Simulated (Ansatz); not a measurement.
# A series in volume per atom on InAg3

Periodic Kohn-Sham DFT of a crystal at fixed atoms; pressure and stress are positive in compression; the energy is the free energy less that of spherical unpolarised free atoms; site moments are those in the method's own spheres, positive along +z. The results are calculated, by Ansatz 0.2.0.

Cell of the first row (space group Pm-3m, No. 221):
```
InAg3
1.0
      4.0594     0.0000     0.0000
      0.0000     4.0594     0.0000
      0.0000     0.0000     4.0594
In Ag
1 3
Direct
  0.00000 0.00000 0.00000
  0.00000 0.50000 0.50000
  0.50000 0.00000 0.50000
  0.50000 0.50000 0.00000
```

Settings of every row: method all-electron PAW; functional PBEsol; relativity scalar; k mesh 9x9x9; filling fermi-dirac; smearing width 0.05 eV; nucleus gaussian.

Atom start moment: 0 on all atoms.

```csv
row,volume per atom (Å³),pressure (GPa)
1,16.723,7.136
2,17.435,?
3,17.791,-0.3
4,17.969,-1.268
5,18.503,-3.832
```

Question: what pressure should row 2 give?

Worked fit of pressure. Take u = (V_r/V)^(2/3) − 1 with V_r = 17.88 Å³ an atom, which is twice the finite (Eulerian) strain; such expansions in the strain, on which the Birch-Murnaghan equation of state is built, carry the rest volume and the bulk modulus. The shown rows have u = 0.04561, 0.00333, -0.0033, -0.02257. Least squares give pressure = −0.7929 + 147.591 × u + 575.42 × u² GPa; a straight line predicts inner rows, each left out in turn, worse (root mean square 0.38 against 0.011 GPa). The rows lie off it by 0.000, -0.005, 0.006, -0.001 (root mean square 0.0039 GPa). The pressure vanishes at u = 0.0053, or V = 17.74 Å³ an atom, and there the bulk modulus at fixed shape and fractions is B = −V dP/dV = (2/3)(1 + u) dP/du = 103 GPa. The withheld row has u = 0.01694, so the fit gives −0.7929 + 147.591 × (0.01694) + 575.42 × (0.01694)² = 1.872 GPa.

The calculation gave 1.826 GPa. The fit lies 0.046 GPa (2.5 % of the value, 0.42 % of the column's range) above it; its largest miss of a shown row is 0.006 GPa.
